## An open-shell ion inside a hard wall: Gd⁺

A hard spherical wall is the simplest model of compression, since every orbital must vanish at the wall radius $R$. The table gives the response of Gd⁺ in spin-polarised, scalar-relativistic PBE with the occupations held fixed. Below, $E$ is the energy less that of the reference (the free ion), $P=-dE/dV$ is the pressure, and the empty level is 4f down. The rows at 2, 7 and 10 bohr are followed closely.

Gd⁺, [Xe] (4f up)⁷ (5d up)¹ (6s up)¹, inside a hard spherical wall where all orbitals vanish, computed with radks 1 (radial solver, with Libxc) in all-electron, scalar-relativistic, spin-polarised PBE with spherical densities and a point nucleus. Occupations stay fixed as levels cross. The energy reference is the free ion, pressure is -dE/dV, and the empty level is 4f down.

| wall radius (bohr) | energy less that of the reference (eV) | pressure (GPa) | highest eigenvalue (eV) | empty level eigenvalue (eV) | highest level |
| --- | --- | --- | --- | --- | --- |
| 2.00 | 440.00 | 22170 | 176.60 | 44.010 | 6s up |
| 2.50 | 148.58 | 4120 | 72.100 | 15.707 | 6s up |
| 3.00 | 58.006 | 971.5 | 29.597 | 2.8919 | 6s up |
| 7.00 | 0.30696 | 0.6617 | -8.6988 | -10.891 | 5d up |
| 8.00 | 0.087522 | 0.1507 | -8.9065 | -11.129 | 5d up |
| 10.00 | 0.0060092 | 0.007183 | -9.0167 | -11.261 | 5d up |

### 1. How are the energy and pressure columns related?

With $V=\tfrac43\pi R^3$ the force on the wall is $F=-dE/dR=4\pi R^2P$. At 7 bohr $F=4\pi\times49\times0.6617$ GPa bohr², which is 0.377 eV/bohr. The useful quantity is the logarithmic slope $F/E=-d\ln E/dR$.

Its trapezoidal integral reproduces $\ln(E_1/E_2)$ between neighbouring rows to 0.33 % of that logarithm or better. The exception is the wide step from 3 to 7 bohr, where it overshoots by 14 %. The two columns are thus one curve and its slope, and $F/E$ tells how that curve falls.

### 2. Why does the energy fall so fast at wide walls?

Because the energy is stationary in the density, the force comes only from the occupied radial functions $u=rR_{nl}$ at the wall. In non-relativistic atomic units, $dE/dR=-\tfrac12\sum_i u_i'(R)^2$. A wide wall stands in the classically forbidden region, where the free orbital $u_0$ decays with local rate $k(r)$ and the most diffuse orbital dominates the sum. To make $u(R)=0$, a growing solution of equal size is subtracted, which doubles the slope, $u'(R)=-2k\,u_0(R)$.

The WKB form $u_0^2\propto k^{-1}e^{-2\int k\,dr}$ then gives $F\propto k\,e^{-2\int k\,dr}$. Integration inward from infinity yields $E\propto e^{-2\int k\,dr}$, and so

$$\frac{F}{E}=2k(R),\qquad k^2=2b-\frac{2q}{R}+\frac{l(l+1)}{R^2},$$

with $b$ the binding energy of the orbital, $l$ its angular momentum and $-q/r$ the far potential. The wall pays only for the tail that it cuts off, and a more tightly bound outer electron means a larger $k$ and a steeper fall. The Coulomb term fades outward, so $k$ rises with $R$, and in the table $F/E$ indeed grows from 1.228 bohr⁻¹ at 7 bohr to 1.389 bohr⁻¹ at 10 bohr.

### 3. Does that formula give the right size, and which orbital presses on the wall?

The PBE potential of a singly charged cation tends to $-1/r$, because each electron is repelled by its own density, so $q=1$ is built into the calculation and not tested by it. Take $l=0$ for the diffuse 6s and borrow $b=9.017$ eV from the 5d level at 10 bohr, which lies above 6s. At 7 bohr,

$$k^2=\frac{2\times 9.017}{27.211}-\frac{2}{7}=0.6627-0.2857=0.3770,\qquad 2k=1.228\ \text{bohr}^{-1},$$

and $E=F/2k=0.377/1.228=0.307$ eV, as in the table. Nothing was fitted here, and this row supplied only its pressure.

Relative to the tabulated $F/E$, the same formula is 0.3 % high at 8 bohr and 2.1 % low at 10 bohr. With $l=2$ it is 15 % high at 7 bohr, since the centrifugal term makes a d tail decay too fast.

A least-squares fit of $\ln F$ over the three wide rows, with amplitude and $b$ free, follows $F$ within 0.1 % for $l=0$. For $l=2$ it leaves errors up to 2.9 % and needs $b=7.66$ eV, weaker than the 5d eigenvalue itself. These numbers favour an s-like tail, although 5d is the highest level. They do not fix $b$. The 6s level is bound more strongly than the borrowed value, which raises $k$, while the exchange-correlation potential has not quite died out at these radii and should lower $k$ by adding attraction. Part of the close agreement may therefore be a cancellation.

### 4. At 2 bohr, is the ion a set of particles in a sphere?

It is far from that limit. The tail model has lapsed, since its turning point $q/b$ lies at 3.02 bohr and the highest eigenvalue of the three tight rows is positive, held only by the wall. For free particles in a sphere every level is $x^2/2R^2$, with $x$ a zero of a spherical Bessel function, so the exponent $n=-d\ln E/d\ln R=3PV/E$ would be 2. The table gives 4.68 at 2 bohr, and $n$ falls in every step towards smaller $R$ without coming near that limit.

The nuclear attraction is the standard reason. An empty sphere of 2 bohr would put 6s at 1209 eV, against the calculated 176.60 eV, because the squeezed electron also sits deeper in the attractive field. The non-relativistic virial theorem $2T+U=3PV$, with $E=\Delta T+\Delta U$, gives $\Delta T=(n-1)E$ and $\Delta U=(2-n)E$. It holds only roughly for a scalar-relativistic run, but it argues that the kinetic energy rises by nearly four times $E$ in this row while the potential energy falls by nearly three times $E$.

### 5. Why does 6s overtake 5d, and why does 4f lag behind?

The diffuse 6s meets the wall early, while the compact 4f lies mostly inside it. In the limit of an empty sphere the price of confinement also grows with the number of radial nodes: none for 4f, two for 5d, five for 6s. The empty-sphere coefficients $x^2/2$ are 664, 2066 and 4834 eV bohr² in that order. Theory therefore argues that 6s climbs fastest, and the table shows it on top at 3 bohr and below. Both levels keep one electron, so this is a reordering, somewhere between 3 and 7 bohr, and the highest eigenvalue column joins two different orbitals.

From 2.5 to 2 bohr 6s rises by 104.5 eV and 4f down by 28.3 eV. The empty sphere predicts the order correctly but overstates the rate, most of all for 6s, whose inner nodes sit in the core and are set mainly by the nucleus. The calculated slope against $1/R^2$ is only 0.24 of the box value for 6s and 0.47 for 4f.

### 6. Why, then, does 4f rise as much as 5d at wide walls?

From 10 to 7 bohr 4f down rises by 0.370 eV and 5d by 0.318 eV, each more than the total energy does. Eigenvalues, unlike $E$, respond to first order to the change in density. When the wall pushes valence charge inward, that charge repels everything inside it more strongly, and by the shell theorem the added potential is uniform within. A compact 4f would feel the whole shift without touching the wall, and 5d, which reaches into the valence region, slightly less. The small change of their gap, 0.052 eV, fits a common shift, but screening as the cause is argued here and not tested.

### 7. What would change if the levels were refilled?

The empty level lies below the highest occupied one in every row, so no row is an aufbau state. By Janak's theorem, moving a small charge $\delta$ into 4f down lowers the PBE energy by $\delta$ times the gap, which is 132.6 eV at 2 bohr. Every row therefore lies above the relaxed PBE state in energy. In the three tight rows the gap widens as $R$ shrinks, so there the first transferred charge would also lower the pressure.

At 10 bohr the gap is only 2.24 eV, and an error of the functional may account for it. Semilocal functionals misplace 4f levels through self-interaction and typically put the empty ones too low. The inverted order is no evidence that real Gd⁺ prefers 4f⁸ to its known 4f⁷5d6s ground configuration.

### 8. Which digits can be trusted?

Rounding of the pressure is at most 0.033 % of its value, far below the misfits of $F/E$ at 8 and 10 bohr. The weakest energy is the one at 10 bohr, a small difference of large totals, where 0.1 meV in the reference moves $E$ by 1.7 %. The unfitted s model follows the shape of $F$, which is independent of the reference, within 0.2 %. An error in the reference alone does not explain the misfits of $F/E$, because it would shift all rows alike, whereas $F/2k-E$ is -0.28 meV at 8 bohr and +0.13 meV at 10 bohr. The cause of the larger relative misfit at 10 bohr stays open. As statements about the real ion the digits deserve less trust, because the 5d electron is spherically averaged and terms and fine structure are unresolved.
